# The Callaway two-term formula: a conversation in office hours

**Student.** Kinetic theory gives $\kappa=\tfrac13 Cv^2\tau$, and scattering rates add. I would put normal processes, umklapp processes, isotopes and walls into one $1/\tau$ and stop. Why does Callaway's formula of 1959 need a second term?

**Lecturer.** Because normal processes conserve crystal momentum, so they cannot bring a drifting phonon gas to rest. Let me state the premises. First, phonons are well-defined quasiparticles whose occupation $N_{\mathbf q}$ obeys the steady Boltzmann equation, to first order in $\nabla T$. Second, the spectrum is Debye's: three equivalent isotropic branches with $\omega=vq$ and group velocity $\mathbf v=v\hat{\mathbf q}$, cut off at $\hbar\omega_D=k_B\theta$. Third, collisions fall in two classes, each described by a relaxation time that depends only on $\omega$ and $T$. Resistive processes, with time $\tau_R$, do not conserve crystal momentum. Normal processes, with time $\tau_N$, do.

**Student.** A relaxation time measures the return to equilibrium. To what else could normal processes relax?

**Lecturer.** Find the distributions that they leave unchanged. For $\mathbf q_1+\mathbf q_2=\mathbf q_3$ and $\omega_1+\omega_2=\omega_3$ the forward and backward rates balance when $N_1N_2(1+N_3)=(1+N_1)(1+N_2)N_3$. Dividing by the three factors $1+N$ shows that $\ln[N/(1+N)]$ must be additive in the collision. The additive quantities are $\omega$ and $\mathbf q$. A constant is excluded, because two phonons become one. Hence

$$N_{\mathbf u}=\frac{1}{\exp[\hbar(\omega-\mathbf q\cdot\mathbf u)/k_BT]-1},\tag{1}$$

a Bose distribution drifting at a velocity $\mathbf u$ with $u<v$. Resistive processes relax toward $N^0$, the case $\mathbf u=0$. On the left of the Boltzmann equation we may replace $N$ by the local $N^0(T(\mathbf r))$, since the gradient is already first order:

$$\mathbf v\cdot\nabla T\,\frac{\partial N^0}{\partial T}=-\frac{N-N_{\mathbf u}}{\tau_N}-\frac{N-N^0}{\tau_R}.\tag{2}$$

**Student.** You used the same $T$ in both targets. Collisions conserve energy, so that choice needs a proof.

**Lecturer.** It follows from parity. The driving term is odd under $\mathbf q\to-\mathbf q$, and to first order so are $N-N^0$ and $N_{\mathbf u}-N^0$, as you will see. The energy transferred by each term is a sum of $\hbar\omega/\tau$, which is even, times an odd function. It vanishes with no shift of temperature. Momentum is odd, so its conservation is a real condition, and that condition will fix $\mathbf u$.

Now linearise (1). With $x=\hbar\omega/k_BT$ we have $-\partial N^0/\partial x=e^x/(e^x-1)^2$ and $\partial N^0/\partial T=(x/T)\,e^x/(e^x-1)^2$. The exponent in (1) is $x(1-\hat{\mathbf q}\cdot\mathbf u/v)$, because $q=\omega/v$. Therefore

$$N_{\mathbf u}-N^0=x\,\frac{\hat{\mathbf q}\cdot\mathbf u}{v}\,\frac{e^x}{(e^x-1)^2}=\frac{\hat{\mathbf q}\cdot\mathbf u}{v}\,T\,\frac{\partial N^0}{\partial T}.$$

In an isotropic medium and in linear response $\mathbf u$ is proportional to $\nabla T$. Write $\mathbf u=-\beta v^2\nabla T/T$, which defines one time $\beta$ common to all modes. Then

$$N_{\mathbf u}-N^0=-\beta\,\mathbf v\cdot\nabla T\,\frac{\partial N^0}{\partial T}.\tag{3}$$

Define for each mode an effective time by $N-N^0=-\tau_{\rm eff}\,\mathbf v\cdot\nabla T\,\partial N^0/\partial T$. Since $N-N_{\mathbf u}=(N-N^0)-(N_{\mathbf u}-N^0)$, the common factor cancels from (2):

$$1=\frac{\tau_{\rm eff}-\beta}{\tau_N}+\frac{\tau_{\rm eff}}{\tau_R}\quad\Rightarrow\quad \tau_{\rm eff}=\tau_c\Big(1+\frac{\beta}{\tau_N}\Big),\qquad \frac1{\tau_c}=\frac1{\tau_N}+\frac1{\tau_R}.\tag{4}$$

**Student.** So my added rates survive as $\tau_c$, and the rest is the drift feeding each mode at the rate $1/\tau_N$. But $\beta$ looks like a free parameter.

**Lecturer.** It is not free. The normal term must transfer no momentum:

$$\sum_{\mathbf q}\hbar\mathbf q\,\frac{N-N_{\mathbf u}}{\tau_N}=0.$$

Take the gradient along $z$ and let $\vartheta$ be the polar angle of $\mathbf q$. Then $\hbar q_z=(\hbar\omega/v)\cos\vartheta$, and $N-N_{\mathbf u}=-(\tau_{\rm eff}-\beta)\,v\cos\vartheta\,(dT/dz)\,\partial N^0/\partial T$. The summand is proportional to $c_\omega\cos^2\vartheta\,(\tau_{\rm eff}-\beta)/\tau_N$, where $c_\omega=\hbar\omega\,\partial N^0/\partial T$ is the heat capacity of the mode. The angular average of $\cos^2\vartheta$ is $\tfrac13$ at every frequency and drops out. The density of states goes as $x^2$ and $c_\omega=k_Bx^2e^x/(e^x-1)^2$, so define

$$\langle f\rangle=\frac{\int_0^{\theta/T}f\,w\,dx}{\int_0^{\theta/T}w\,dx},\qquad w(x)=\frac{x^4e^x}{(e^x-1)^2}.$$

The condition reads $\langle(\tau_{\rm eff}-\beta)/\tau_N\rangle=0$. Insert (4) and collect $\beta$:

$$\Big\langle\frac{\tau_c}{\tau_N}\Big\rangle=\beta\Big\langle\frac1{\tau_N}\Big(1-\frac{\tau_c}{\tau_N}\Big)\Big\rangle .$$

Multiplying the definition of $\tau_c$ by $\tau_c$ gives $1-\tau_c/\tau_N=\tau_c/\tau_R$, so

$$\beta=\frac{\langle\tau_c/\tau_N\rangle}{\langle\tau_c/(\tau_N\tau_R)\rangle}.\tag{5}$$

This is positive, so the gas drifts down the gradient.

**Student.** A heat-capacity weight in a momentum condition looks like an accident.

**Lecturer.** It is a property of the linear spectrum. The momentum condition carries the weight $\hbar\,\mathbf q\cdot\mathbf v$ where the heat capacity carries $\hbar\omega$, and $\mathbf q\cdot\mathbf v=\omega$ holds when $\omega$ is proportional to $q$ in each direction. For a branch that bends over, the weights differ and the compact form is lost.

The heat current in a volume $V$ is $j_z=V^{-1}\sum\hbar\omega\,v\cos\vartheta\,(N-N^0)=-V^{-1}\sum c_\omega v^2\cos^2\vartheta\,\tau_{\rm eff}\,dT/dz$. With $j_z=-\kappa\,dT/dz$ this is $\kappa=\tfrac13Cv^2\langle\tau_{\rm eff}\rangle$, where three branches with $q^2dq/2\pi^2$ states per volume each give

$$C=\frac{3k_B}{2\pi^2}\Big(\frac{k_BT}{\hbar v}\Big)^3\int_0^{\theta/T}w\,dx .$$

From (4), $\langle\tau_{\rm eff}\rangle=\langle\tau_c\rangle+\beta\langle\tau_c/\tau_N\rangle$, and (5) completes the result:

$$\kappa=\frac13Cv^2\left[\langle\tau_c\rangle+\frac{\langle\tau_c/\tau_N\rangle^2}{\langle\tau_c/(\tau_N\tau_R)\rangle}\right].\tag{6}$$

**Student.** I want a test that could fail. The gradient pumps momentum into the gas. Does the resistive term remove all of it?

**Lecturer.** Multiply (2) by $\hbar q_z$ and sum, which amounts to averaging the first equation of (4). The normal term drops out, leaving the demand $\langle\tau_{\rm eff}/\tau_R\rangle=1$. From (4) and (5), $\langle\tau_{\rm eff}/\tau_R\rangle=\langle\tau_c/\tau_R\rangle+\beta\langle\tau_c/(\tau_N\tau_R)\rangle=\langle\tau_c/\tau_R+\tau_c/\tau_N\rangle=1$. It holds.

Next take constant times. The averages disappear, (5) gives $\beta=\tau_R$, and the bracket is $\tau_c(1+\tau_R/\tau_N)=\tau_c\tau_R(1/\tau_R+1/\tau_N)=\tau_R$. So $\kappa=\tfrac13Cv^2\tau_R$ for any $\tau_N$, where your recipe would give the smaller $\tau_c$.

**Student.** Then normal processes never matter, and I should simply have left them out.

**Lecturer.** That is the opposite mistake. They drop out whenever $\tau_R$ is the same for all modes, and only then. Look at the limits. For $\tau_N\to\infty$, $\tau_c\to\tau_R$, and the second term scales as $\tau_N^{-2}/\tau_N^{-1}$ and vanishes, so the bracket is $\langle\tau_R\rangle$. For $\tau_N\to0$, $\tau_c\to0$ and $\tau_c/\tau_N\to1$, so the bracket is $1/\langle\tau_R^{-1}\rangle$, the Ziman limit. In the first case modes conduct in parallel. In the second they are locked to one drift and share one friction.

These limits are also bounds. Put $a=\tau_c/\tau_N$, so that $1-a=\tau_c/\tau_R$ and $\tau_R-\tau_c=a\tau_R$. The Cauchy–Schwarz inequality applied to $a=\sqrt{a\tau_R}\,\sqrt{a/\tau_R}$ gives $\langle a\rangle^2\le\langle a\tau_R\rangle\langle a/\tau_R\rangle$. The second term of (6) is $\langle a\rangle^2/\langle a/\tau_R\rangle$, so it is at most $\langle\tau_R-\tau_c\rangle$, with equality only if $\tau_R$ is constant. That is the upper bound. For the lower one, apply the same inequality to $1-a=\sqrt{\tau_c}\,\sqrt{(1-a)/\tau_R}$, which gives $\langle\tau_c\rangle\ge\langle1-a\rangle^2/\langle(1-a)/\tau_R\rangle$. For positive $p$ and $r$, $y^2/p+z^2/r-(y+z)^2/(p+r)=(yr-zp)^2/[pr(p+r)]\ge0$. Taking $y=\langle1-a\rangle$, $z=\langle a\rangle$ and the matching denominators gives $y+z=1$ and $p+r=\langle\tau_R^{-1}\rangle$. Together,

$$\frac{1}{\langle\tau_R^{-1}\rangle}\le\frac{3\kappa}{Cv^2}\le\langle\tau_R\rangle .\tag{7}$$

Normal processes create no resistance alone, but they lower $\kappa$ by carrying momentum from weakly damped modes to strongly damped ones.

**Student.** Where does the formula stop being trustworthy?

**Lecturer.** In five places. Linearisation needs $u\ll v$ and a small change of $T$ over a mean free path. The Debye spectrum needs the modes that dominate every average in (6) to lie on the linear part of the dispersion, and one velocity has to stand for three branches and all directions. The right side of (2) is a model: the true normal collision operator has a spectrum of rates and couples branches, and (2) keeps only its conservation laws and one rate per frequency. Walls are entered as a uniform rate $v/L$. That is reasonable when phonons cross the sample freely or when bulk resistive scattering dominates, and it fails in Poiseuille flow, where $v\tau_N\ll L$, bulk resistance is weak and $\mathbf u$ varies across the sample. Finally, electrons, holes and dopants are absent, so the crystal must be pure and cold enough to have few carriers.

**Student.** Then show me numbers. Natural germanium at 20 K, close to the conductivity peak.

**Lecturer.** The compiled Debye temperature is $\theta=373$ K, as listed by Råsander (2015), so $\theta/T=18.65$. Take the typical lattice constant 5.658 Å with eight atoms per cube. The atomic volume is $V_0=22.64$ Å$^3$, the Debye wavenumber is $q_D=(6\pi^2/V_0)^{1/3}=1.378\times10^8$ cm$^{-1}$, and $v=k_B\theta/\hbar q_D=3.54\times10^5$ cm/s. The thermal frequency is $\omega_T=k_BT/\hbar=2.62\times10^{12}$ s$^{-1}$, with $\omega=x\,\omega_T$. I send the upper limit of the integrals to infinity. That changes $\kappa$ by less than 0.1 per cent and the lower bound in (7) by about 0.5 per cent. Then $\int_0^\infty w\,dx=4\pi^4/15$, $C=\tfrac25\pi^2k_B(\omega_T/v)^3=0.0221$ J cm$^{-3}$ K$^{-1}$, and $\tfrac13Cv^2=0.92$ W cm$^{-1}$ K$^{-1}$ per ns.

For isotopes I take as given Klemens's long-wavelength mass-disorder rate $A\omega^4$, with $A=V_0\Gamma/4\pi v^3$ and $\Gamma=\sum_if_i(1-M_i/\bar M)^2$ over isotopes of fraction $f_i$, mass $M_i$ and mean mass $\bar M$. The typical value $\Gamma\approx5.9\times10^{-4}$ gives $A=2.40\times10^{-44}$ s$^3$ and $A\omega_T^4=1.13$ µs$^{-1}$. For rough walls assume a Casimir length $L=3$ mm, so $v/L=1.18$ µs$^{-1}$. The anharmonic rates are assumed, both in proportion to $\omega^2$: $1.2x^2$ µs$^{-1}$ for normal and $0.3x^2$ µs$^{-1}$ for umklapp processes. Written as $B_N\omega^2T^3$, the first means $B_N=2.2\times10^{-23}$ s K$^{-3}$. So, in µs$^{-1}$,

$$\tau_N^{-1}=1.2x^2,\qquad \tau_R^{-1}=1.18+0.3x^2+1.13x^4,\qquad \tau_c^{-1}=1.18+1.5x^2+1.13x^4 .$$

Numerical integration gives $\langle\tau_c\rangle=16.7$ ns, $\langle\tau_c/\tau_N\rangle=0.074$ and $\langle\tau_c/(\tau_N\tau_R)\rangle=32.7$ µs$^{-1}$. Then $\beta=2.3$ ns, the second term is 0.17 ns, the bracket is 16.8 ns, and the model's conductivity is

$$\kappa=15.5\ \text{W cm}^{-1}\text{K}^{-1},$$

of which the second term supplies 0.16 W cm$^{-1}$ K$^{-1}$. It is 1.0 per cent of the first. The third figure of $\kappa$ serves only to display that proportion. A gradient of 1 K/cm gives $u=\beta v^2|\nabla T|/T=0.14$ m/s, so the linearisation is safe.

**Student.** All that work for one per cent? My recipe was right after all.

**Lecturer.** Here it is nearly right, and the formula tells you why. Look at the bounds. With $\langle x^2\rangle=20\pi^2/7$ and $\langle x^4\rangle=16\pi^4$, the Ziman time is 0.56 ns, or 0.52 W cm$^{-1}$ K$^{-1}$. Without normal processes $\langle\tau_R\rangle=21.6$ ns, or 20 W cm$^{-1}$ K$^{-1}$. Normal processes pull the model from 20 down to 15.5 by scattering the long-lived modes of low frequency. The momentum goes into a drift shared with the thermal modes, where the $x^4$ isotope rate destroys it within a few nanoseconds. At $x=4$, near the maximum of $w$, the normal mean free path is 0.18 mm and the bulk resistive one, from umklapp and isotopes, is 12 µm. That also excludes Poiseuille flow. Now set $\Gamma=0$ in the model and keep everything else: the first term becomes 57 ns and the second 75 ns. Your recipe would then lose more than half of the conductivity.

**Student.** And how far is real germanium from a Debye solid?

**Lecturer.** Far enough that 15.5 belongs to the model and not to the material. The compiled elastic constants listed by Råsander (2015), $C_{11}=129$, $C_{12}=48$ and $C_{44}=67$ GPa, give a ratio $\sqrt{C_{11}/C_{44}}=1.39$ of longitudinal to transverse velocity along [100], and an anisotropy factor $2C_{44}/(C_{11}-C_{12})=1.65$. The transverse acoustic branch flattens near a typical zone-boundary value of 80 cm$^{-1}$, which is $x=5.8$ at 20 K. The first term is fairly well protected, since 90 per cent of $\langle\tau_c\rangle$ comes from $x<3$. The second is not: the integrand of its denominator peaks near $x=6$, where the linear dispersion has failed, so read it as of order one per cent and no better. As typical knowledge, natural germanium samples of millimetre size conduct roughly 12 to 15 W cm$^{-1}$ K$^{-1}$ near 20 K, and their heat capacity there is two to three times the Debye value, the excess sitting in slow transverse modes that carry little heat. I chose the size of the anharmonic rates to place the model near that range of $\kappa$, so the closeness tests nothing, and the division between normal and umklapp rates is an assumption that $\kappa$ barely constrains while the second term stays this small.